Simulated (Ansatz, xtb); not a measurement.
## Relative energies of C2F3N isomers

2 of its isomers, all singlets with charge 0: A = cyanotrifluoromethane `N#CC(F)(F)F`; B = trifluoromethylisocyanide `[C-]#[N+]C(F)(F)F`.

Shapes, held fixed at every level: PBE0-D4/def2-TZVP. Programs: Ansatz 0.2.0, xtb 6.7.1, xtb 6.7.1 later snapshot.

A:

```xyz
6

N     1.0221   -1.7051    0.8935
C     0.4862   -0.8106    0.4178
C    -0.2064    0.3456   -0.1972
F    -1.3160   -0.0558   -0.8023
F     0.5815    0.9270   -1.0915
F    -0.5252    1.2348    0.7336
```

B:

```xyz
6

C     0.8479   -1.7386    0.9061
N     0.3840   -0.7868    0.4103
C    -0.1726    0.3539   -0.1844
F    -1.2912    0.0370   -0.8164
F     0.6778    0.8735   -1.0550
F    -0.4459    1.2609    0.7395
```

Electronic energies in kJ/mol, without zero-point or thermal terms.

```csv
level,kind,B − A
GFN2-xTB,semi-empirical,+53.7
B3LYP-D4/def2-TZVPP,global hybrid,+57.9
BHLYP-D4/def2-TZVPP,global hybrid,+46.9
wB97M-V/def2-TZVPP,range-separated hybrid,+49.9
wB97X-V/def2-TZVPP,range-separated hybrid,+52.3
MP2/def2-SVP,perturbation theory,+72.8
CCSD/def2-SVP,coupled cluster or CI,+56.1
CCSD(T)/CBS estimate,coupled cluster or CI,+60.6
```

The highest level, CCSD(T)/CBS estimate, puts A lowest of these. All levels agree on that. The B − A difference spans +46.9 to +72.8 kJ/mol over the levels. The CBS estimate extrapolates MP2 from def2-TZVPP and def2-QZVPP and adds CCSD(T) − MP2 in the triple-zeta set, cores frozen.

The nitrile is clearly the more stable isomer, and the spread between levels affects only the size of its advantage. Both isomers have a formal carbon–nitrogen triple bond, but the nitrile keeps its terminal lone pair on the more electronegative nitrogen. In the isocyanide that lone pair sits on carbon, and the triple-bonded Lewis structure needs a positive formal charge on nitrogen, next to the strongly electron-withdrawing CF3 group.

MP2 gives +72.8 kJ/mol against +56.1 for CCSD in the same basis, so this gap reflects the treatment of correlation rather than basis-set size. Second-order theory probably exaggerates the differential correlation of the two π systems. All the density functionals fall below the +60.6 kJ/mol of the highest level, B3LYP least and BHLYP most, which suggests that a large share of exact exchange undervalues the nitrile here. The energy difference says nothing about how long the isocyanide would persist, since that depends on the barrier to CF3 migration.
